GPAW 26.7.0, spin-polarised PBE+U (U = 4.5 eV on Co d) with PAW data sets (gpaw-data 1.2.1), for CoSi (P2_13, 8-atom cell) from a ferromagnetic start. Plane-wave cutoff 600 eV, 4×4×4 k mesh, Fermi-Dirac smearing 0.05 eV. Cell shape and fractional coordinates are fixed; energies are counted from the minimum of the equation-of-state fit.

```
volume (Å³/atom)  energy (meV/atom)  pressure (GPa)  cell moment (μB)
           10.27             103.23          27.020             4.000
           10.49              69.60          21.070             4.000
           10.71              43.52          15.800             4.000
           10.93              24.15          11.130             4.000
           11.14              11.01           6.970             4.000
           11.36               3.14           3.300             4.000
           11.58               0.06           0.060             4.000
```

The volume falls in equal steps, yet each step of compression costs more pressure than the one before. The widest step adds about 3.2 GPa, the tightest about 6 GPa. The reason lies in how the energy of the crystal depends on the distances between its atoms.

In these PBE+U runs the cell keeps its shape and the atoms keep their relative positions, so one relative length $x$ describes every distance, with volume $V\propto x^3$. The bulk modulus $B=-V\,dP/dV$ measures the resistance to a change of volume, where $P$ is the pressure. Its growth under pressure, $B'=dB/dP$, follows from the energy $E(x)$. Differentiating $P=-dE/dV$ twice more and setting $P=0$ at the equilibrium length $x_0$ gives

$$B'=1-\frac{x_0}{3}\,\frac{E'''(x_0)}{E''(x_0)},$$

where primes on $E$ are derivatives with respect to $x$.

The first limiting case is a perfect spring, whose energy is quadratic in length. Its third derivative is zero, so $B'=1$, and this stiffening is pure geometry. A second limit is a gas of electrons among ions, with a kinetic energy that grows as $1/x^2$ and a Coulomb attraction that grows as $1/x$; it gives $B'=3$. The pressures in the table give about 5, so most of the stiffening comes from forces that steepen as the atoms approach, and they steepen faster than in the electron gas.

Theory supplies the cause. When atoms are pushed together, their outer electrons overlap more with one another and with the neighbours' cores, and the Pauli principle forces them into states of higher kinetic energy. This repulsion has a shorter range than the binding, so it gains on the binding with every step inwards. The curve of energy against length is therefore steeper on the compressed side than a spring allows.

A diatomic molecule described by a Morse curve shows the same imbalance in its simplest form. The repulsion decays twice as fast with distance as the attraction:

$$E=D\left[e^{-2s(x-x_0)}-2e^{-s(x-x_0)}\right],\qquad B'=1+s\,x_0 .$$

Here $D$ is a depth and $s$ sets how sharply the forces change. In the crystal the curve stands for all neighbours together, so $D$ is not the energy of a Co–Si bond.

The smallest volume shows the size of the effect. There all distances are 4.0 % shorter than at equilibrium. With $B_0$ and $V_0$ for modulus and volume at the minimum, $B_0V_0$ is about 11.8 eV per atom, and a spring would store

$$\tfrac{9}{2}B_0V_0\left(\tfrac{x}{x_0}-1\right)^2\approx 4.5\times11.8\times0.040^2\approx0.085\ \text{eV},$$

or 87 meV per atom with unrounded inputs.

The Morse curve multiplies this by $[(e^u-1)/u]^2$, where $u=s(x_0-x)$ is about 0.17. The factor is 1.19, which lifts the spring's energy to the computed 103 meV per atom. The spring alone falls short by 16 % of the computed energy. This row was part of the fit, so the agreement shows that the form is suitable, not that it predicts.

The Morse curve was fitted to the energies of all seven rows, with one more free constant than the spring and electron-gas forms; the output below compares the three. For practical use, the modulus grows by roughly $3B'$ per cent for each per cent by which the distances shrink. Here that is about 15 %, so a calculation with constant modulus underestimates the pressure of strong compression. Both $B'$ and the equilibrium volume are extrapolated, since the minimum lies just beyond the widest row.

That widest row also holds an irregularity. Its printed pressure is almost zero, while the slope of the energy curve still calls for about 0.6 GPa. A similar gap runs through the whole table, so it hardly alters the stiffening, but near equilibrium it is as large as the pressure itself. The likely cause, untested here, is Pulay stress: the printed pressure is taken with a fixed set of plane waves, which describes an expanded cell less well and so makes expansion look less favourable.

The cell moment, by contrast, does not move at all. It stays at 4 Bohr magnetons, one for each CoSi unit, so the stiffening does not come from a collapse of the moment. A whole number that survives compression suggests a half-metal, in which one spin direction has an energy gap and its electron count is locked. Electron counting supports this reading: CoSi has one valence electron more than FeSi, a semiconductor of the same structure, and the extra electron can sit in the other spin direction.

Real CoSi is nonmagnetic, however, and the moment is most likely a product of the +U correction on cobalt, though the table holds no run without it. The runs reached this state from a ferromagnetic start, and no nonmagnetic run with the same correction was made to show which state is lower. The equilibrium volume and the modulus belong to the magnetic state and should not serve as design data for the material. What carries over is the reasoning: the more sharply repulsion outgrows binding, the faster a crystal stiffens under pressure.

Numerical output:

```
fit of energy on 7 rows: constant 68598 +/- 1373, coefficient of x -134647 +/- 2748, coefficient of x**2 66072 +/- 1375; rms 0.424, worst 11.14 -0.501, leave-one-out rms 1.13
fit of energy on 7 rows: constant 60966 +/- 684, coefficient of 1/x -124344 +/- 1367, coefficient of 1/x**2 63403 +/- 683; rms 0.211, worst 11.14 -0.269, leave-one-out rms 0.56
fit of energy on 7 rows: constant 3049 +/- 7.3, coefficient of exp(-s*(x-1)) -6642 +/- 15, coefficient of exp(-2*s*(x-1)) 3617 +/- 7.2, s 4.092; rms 0.0325, worst 10.93 0.0681, leave-one-out rms 0.111
Steps and pressures:
    row  contact_A  step_modulus_GPa  Morse_pressure_GPa  Morse_less_printed_GPa  energy_step_less_printed_GPa
  10.27      2.236               n/a               27.69                  0.6725                           n/a
  10.49      2.252             282.6               21.79                  0.7224                        0.6117
  10.71      2.268             255.6               16.53                  0.7316                        0.6862
  10.93      2.283             231.2               11.84                  0.7104                        0.7366
  11.14      2.298             210.1               7.658                  0.6877                        0.5839
  11.36      2.313               189               3.929                  0.6292                        0.6351
  11.58      2.328             170.1               0.607                   0.547                        0.5782
Bulk modulus in the most compressed step, GPa: 282.6
Bulk modulus in the widest step, GPa: 170.1
Shortening of all distances between these two steps, percent: 3.281
Power of inverse length with which the modulus grows: 15.22
Rise of modulus per rise of pressure, from printed pressures: 5.031
Equilibrium volume of the Morse curve, cubic angstrom per atom: 11.62
Bulk modulus of the Morse curve at its minimum, GPa: 162.9
Pressure slope of the modulus from the Morse curve: 5.177
Energy of the spring at the smallest volume, meV per atom: 87
Shortfall of the spring there, percent of the computed energy: 15.73
Mean excess of energy-step pressure over printed pressure, GPa: 0.6386
Volume where the printed pressure would vanish, cubic angstrom per atom: 11.59
```
